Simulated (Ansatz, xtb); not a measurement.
# C2H11O2PSi2: which of two isomers lies lower

Structure X is `CCO[Si@H](P)O[SiH3]`, a singlet and structure Y is `CO[Si@H](C)O[SiH2]P`, a singlet. Both are isolated molecules in the gas phase, relaxed with B3LYP-D3(BJ)/def2-SVP; each stands in its lowest conformer found.

Problem. Estimate E(Y) − E(X) at the level CCSD(T)/def2-SVP + ΔMP2/def2-TZVPP.

Solution. Calculated at CCSD(T)/def2-SVP + ΔMP2/def2-TZVPP: E(Y) − E(X) = −37.7 kJ/mol, so structure Y lies lower.

The same difference at several levels:

| level | geometry | E(Y) − E(X) (kJ/mol) | departure from the last row (kJ/mol) | job, with rough time for the two |
| --- | --- | --- | --- | --- |
| GFN2-xTB | GFN2-xTB | +34.2 | +71.9 | optimisation, 1.4 s |
| HF/STO-3G | GFN2-xTB | −42.5 | −4.9 | single point, 0.56 s |
| r2SCAN-D4/def2-SVP | GFN2-xTB | −36.0 | +1.6 | single point, 6.1 s |
| B3LYP-D3(BJ)/def2-SVP | B3LYP-D3(BJ)/def2-SVP | −31.9 | +5.8 | optimisation, 4.3 min |
| HF/def2-SVP | B3LYP-D3(BJ)/def2-SVP | −33.5 | +4.2 | part of the CCSD(T) run |
| MP2/def2-SVP | B3LYP-D3(BJ)/def2-SVP | −29.4 | +8.2 | part of the CCSD(T) run |
| CCSD(T)/def2-SVP | B3LYP-D3(BJ)/def2-SVP | −27.4 | +10.3 | single point |
| CCSD(T)/def2-SVP + ΔMP2/def2-TZVPP | B3LYP-D3(BJ)/def2-SVP | −37.7 |  | single point, 2.4 min |

As drawn, Y has 1 C–Si, 1 C–H in place of 1 C–C, 1 Si–H.

GFN2-xTB puts the two in the other order. The largest departure from CCSD(T)/def2-SVP + ΔMP2/def2-TZVPP is that of GFN2-xTB, 71.9 kJ/mol. The last row adds to CCSD(T) the change of the MP2 difference between the two basis sets, here −10.3 kJ/mol.

With thermal terms from frequencies at re-optimised GFN2-xTB minima (ideal gas, soft modes damped towards free rotors, one conformer each, 298.15 K, 1 atm): the zero-point term adds +2.6 kJ/mol; ΔH is −34.3 and ΔG −35.3 kJ/mol.

The correlated steps freeze 19 core orbitals. Codes used: Ansatz 0.2.0, xtb 6.7.1; the last row on 4 threads of Arm Neoverse V1 on a shared host.

Y is the more stable isomer, and the preference is essentially one of bond energies. Going from X to Y exchanges a C–C and an Si–H bond for a C–Si and a C–H bond. The gain probably comes mainly from hydrogen moving from silicon to carbon, where it is bound more strongly, while the polar Si–C bond largely makes up for the lost C–C bond. Moving the phosphino group to a silicon bearing only one oxygen may also contribute, but the total difference cannot separate the two effects.

Hartree–Fock already gives the preference, and correlation in the small basis slightly weakens it. Enlarging the basis restores it, so the size of the gap is less certain than its sign. The reversed order from GFN2-xTB stems chiefly from its energy function, probably its balance of Si–H, Si–C and C–H bonds, since r2SCAN-D4 favours Y at the same geometries. The small thermal correction fits two similarly flexible chains. None of this bears on the barrier to interconversion.
